\section*{Band-to-hopping crossover of the Holstein small polaron: choice of method}

\subsection*{Statement}

For the Holstein molecular crystal
\begin{equation}
H=-J\sum_{\langle ij\rangle}(c_i^\dagger c_j+c_j^\dagger c_i)+\hbar\omega\sum_i b_i^\dagger b_i-g\hbar\omega\sum_i c_i^\dagger c_i(b_i+b_i^\dagger),
\end{equation}
let $x=\hbar\omega/2k_BT$, $j=J/\hbar\omega$, $a=2g^2\,\mathrm{csch}\,x$. The crossover $T_c$ is defined by $\hbar W=J_{\rm eff}$, with $W$ the golden-rule hopping rate to one neighbour and its time integral cut to one vibrational period. Energies are in units of $\hbar\omega$.

(i) In this model $x_c$ is the exact root of
\begin{equation}
F(x)=\ln(2\pi j)-g^2\coth x+\ln[I_0(a)-1]=0 .
\end{equation}

(ii) The leading saddle point gives
\begin{equation}
g^2[2\,\mathrm{csch}\,x-\coth x]=\ln\frac{g}{j\sqrt{\pi\sinh x}} .
\end{equation}
For $g^2\to\infty$ at fixed $j$, $\cosh x_c=2$ and $k_BT_c\to0.380\,\hbar\omega$. The bracket has slope $-1$ there, so $x_c$ lags by the logarithm divided by $g^2$.

(iii) For the illustrative inputs $g^2=10$, $j=0.3$ the exact root is $x_c=1.1718$, $a_c=13.71$, $k_BT_c=0.4267\,\hbar\omega$; the saddle point gives $0.4270\,\hbar\omega$.

(iv) A deviation $\epsilon$ in $\ln W$ shifts $T_c$ by $\delta=\Delta T_c/T_c\simeq-s\epsilon$, with $s=1/(x_c|F'|)=0.0755$. Since $F$ contains $\ln j$, also $d\ln T_c/d\ln J=-s$.

\subsection*{Schemes, costs and choices}

Three schemes evaluate $\ln[I_0(a)-1]$: the saddle-point series $A_M$ with $M$ terms ($A_1$ is (ii), $A_0$ the limit $\cosh x=2$), the phonon-number sum $C_K$, and the $N$-point trapezoidal rule $B_N$. Work is the count of arithmetic operations per evaluation, an exponential weighing an assumed $E=20$. Forming $a$ and $\coth x$, one logarithm and the number of root iterations are common and omitted. Memory is the number of stored constants.

\begin{center}
\begin{tabular}{lrrr}
\hline
scheme & work & memory & $\delta$\\
\hline
$A_0$ & 0 & 0 & $-1.1\times10^{-1}$\\
$A_1$ & 2 & 0 & $7.1\times10^{-4}$\\
$A_2$ & 7 & 1 & $3.0\times10^{-5}$\\
$A_3$ & 9 & 2 & $1.6\times10^{-6}$\\
$A_4$ & 11 & 3 & $-4.9\times10^{-7}$\\
$C_{12}$ & 24 & 12 & $1.4\times10^{-4}$\\
$C_{15}$ & 30 & 15 & $1.2\times10^{-6}$\\
$C_{17}$ & 34 & 17 & $2.7\times10^{-8}$\\
$C_{18}$ & 36 & 18 & $3.4\times10^{-9}$\\
$C_{20}$ & 40 & 20 & $4.2\times10^{-11}$\\
$B_{12}$ & 74 & 2 & $-8.9\times10^{-4}$\\
$B_{16}$ & 98 & 3 & $-2.3\times10^{-5}$\\
$B_{20}$ & 122 & 4 & $-2.8\times10^{-7}$\\
$B_{24}$ & 146 & 5 & $-1.8\times10^{-9}$\\
\hline
\end{tabular}
\end{center}

Cheapest for a stated $|\delta|$: $A_1$ for $10^{-2}$, $A_2$ for $10^{-4}$, $A_4$ for $10^{-6}$, $C_{18}$ for $10^{-8}$. Best inside a budget: $A_3$ for 10 operations, $A_4$ for 30, $C_{20}$ for 40. The choice at $10^{-8}$ is nearly a tie: $A_6$ with the $-1$ restored reaches $8.4\times10^{-9}$ for $17+E=37$ operations and wins if $E<19$.

These deviations are from the model's root, and the model is coarser. Counting both neighbours of a chain doubles $W$ and changes $T_c$ by $-5$ per cent. The golden-rule prefactor is the fraction $2\pi j^2\sqrt{\pi\sinh x_c}/g=0.38$ of the attempt frequency $\omega/2\pi$; if higher orders in $J$ changed $W$ by that fraction, $T_c$ would move by about 3 per cent. The model therefore supports $k_BT_c\approx0.43\,\hbar\omega$, which $A_1$ delivers and $A_0$ does not.

\subsection*{Proof}

\emph{Exact rate.} The Lang--Firsov transformation displaces the oscillator of the occupied site and dresses each hop with $X=\exp[g(b_i-b_i^\dagger)-g(b_j-b_j^\dagger)]$. With $n=1/(e^{2x}-1)$, each site gives a thermal factor $e^{-g^2(n+1/2)}$, so $J_{\rm eff}=J\langle X\rangle=Je^{-g^2\coth x}$. At $T_c$ this is $1.6\times10^{-6}\hbar\omega$, so band energies drop out of the rate. The perturbation is $J(X-\langle X\rangle)$, and
\begin{equation}
W=\frac{J^2}{\hbar^2}e^{-2g^2\coth x}\int dt\left\{e^{2g^2[(n+1)e^{-i\omega t}+ne^{i\omega t}]}-1\right\}.
\end{equation}
As $n+1=e^{x}/(2\sinh x)$ and $n=e^{-x}/(2\sinh x)$, the exponent is $a\cos(\omega t+ix)$. Without phonon dispersion the integrand recurs forever; keeping one period is the prescription that stands for dephasing by dispersion. The integrand is entire and periodic, so the contour shifts to real $\theta=\omega t+ix$:
\begin{equation}
W=\frac{2\pi J^2}{\hbar^2\omega}\,e^{-2g^2\coth x}\,[I_0(a)-1],\qquad I_0(a)=\frac1{2\pi}\int_{-\pi}^{\pi}e^{a\cos\theta}d\theta .
\end{equation}
Then $\ln(\hbar W/J_{\rm eff})=F$, which proves (i). Linearising $F+\epsilon=0$, with $F'<0$ and $T\propto1/x$, proves (iv).

\emph{Saddle-point series.} Put $v=2\sin(\theta/2)$, so that $\cos\theta=1-v^2/2$ and $d\theta=dv\,(1-v^2/4)^{-1/2}$. Expanding the root, extending $v$ to $\pm\infty$ and using the Gaussian moments $(2k-1)!!/a^k$ gives
\begin{equation}
I_0\simeq\frac{e^a}{\sqrt{2\pi a}}\,S_M,\qquad S_M=\sum_{k=0}^{M-1}\frac{c_k}{a^k},\qquad c_k=\frac{[(2k-1)!!]^2}{k!\,8^k}.
\end{equation}
$A_M$ drops the $-1$; $M=1$ turns (i) into (ii). The deviation is $\epsilon\simeq-c_M/a^M+\sqrt{2\pi a}\,e^{-a}$. The first part falls by $(2M+1)^2/[8(M+1)a]$ per term, until $M\approx2a$; $sc_1/a_c=6.9\times10^{-4}$ accounts for most of the $A_1$ entry. The second part, $1.0\times10^{-5}$, leaves the floor $\delta=-7.7\times10^{-7}$, and $A_4$ lies inside it by partial cancellation. Evaluating $a+\frac12\ln(S_M^2/a)$ takes one division, $2(M-1)$ Horner operations and four more: work $2M+3$ for $M\ge2$, memory $M-1$. $A_1$ needs only $a-\frac12\ln a$. Restoring the $-1$ subtracts $1/I_0$ from the logarithm and adds $E+2$. At fixed accuracy the required $M$ falls as $a_c\approx2g^2/\sqrt3$ grows.

\emph{Phonon-number sum.} Expanding the exponential, only terms with $k$ quanta emitted and $k$ absorbed survive the integral:
\begin{equation}
I_0-1=\sum_{k\ge1}t_k,\qquad t_k=\frac{(a/2)^{2k}}{(k!)^2}.
\end{equation}
Truncation at $K$ gives $\epsilon\simeq-\sum_{k>K}t_k/(I_0-1)$, with no floor. The ratio $t_k/t_{k-1}=a^2/4k^2$ puts the peak at $k\approx a/2$, where $\ln t_k$ has curvature $-4/a$. For $L=\ln(1/|\epsilon|)$ the Gaussian estimate is $K\approx a/2+\sqrt{aL/2}$. Horner evaluation in $a^2$ costs $2K$ with memory $K$, both growing as $g^2$.

\emph{Trapezoidal rule.} Since $e^{a\cos\theta}=\sum_m I_m(a)e^{im\theta}$, averaging over $\theta_k=2\pi k/N$ keeps the harmonics that are multiples of $N$:
\begin{equation}
\frac1N\sum_{k=0}^{N-1}e^{a\cos\theta_k}=I_0+2I_N+2I_{2N}+\dots
\end{equation}
Hence $\epsilon\simeq2I_N/I_0$. The Gaussian form of the peak gives $I_N/I_0\approx e^{-N^2/2a}$, which is optimistic: it predicts $|\delta|=7.9\times10^{-4}$ for $B_{12}$. It implies $N\approx\sqrt{2aL}\propto g$. For $N$ divisible by 4, the symmetries $\theta\to-\theta$ and $\theta\to\pi-\theta$ (a reciprocal) leave $N/4$ exponentials: work $(N/4)(E+4)+2=6N+2$, memory $N/4-1$ cosines. By these estimates $B$ undercuts $C$ when $6\sqrt{2aL}<a+\sqrt{2aL}$, that is $a>50L$. There the floor of $A_M$ is far below $e^{-L}$ and a few terms suffice, so for one mode $B_N$ saves memory against $C_K$ but never minimises work.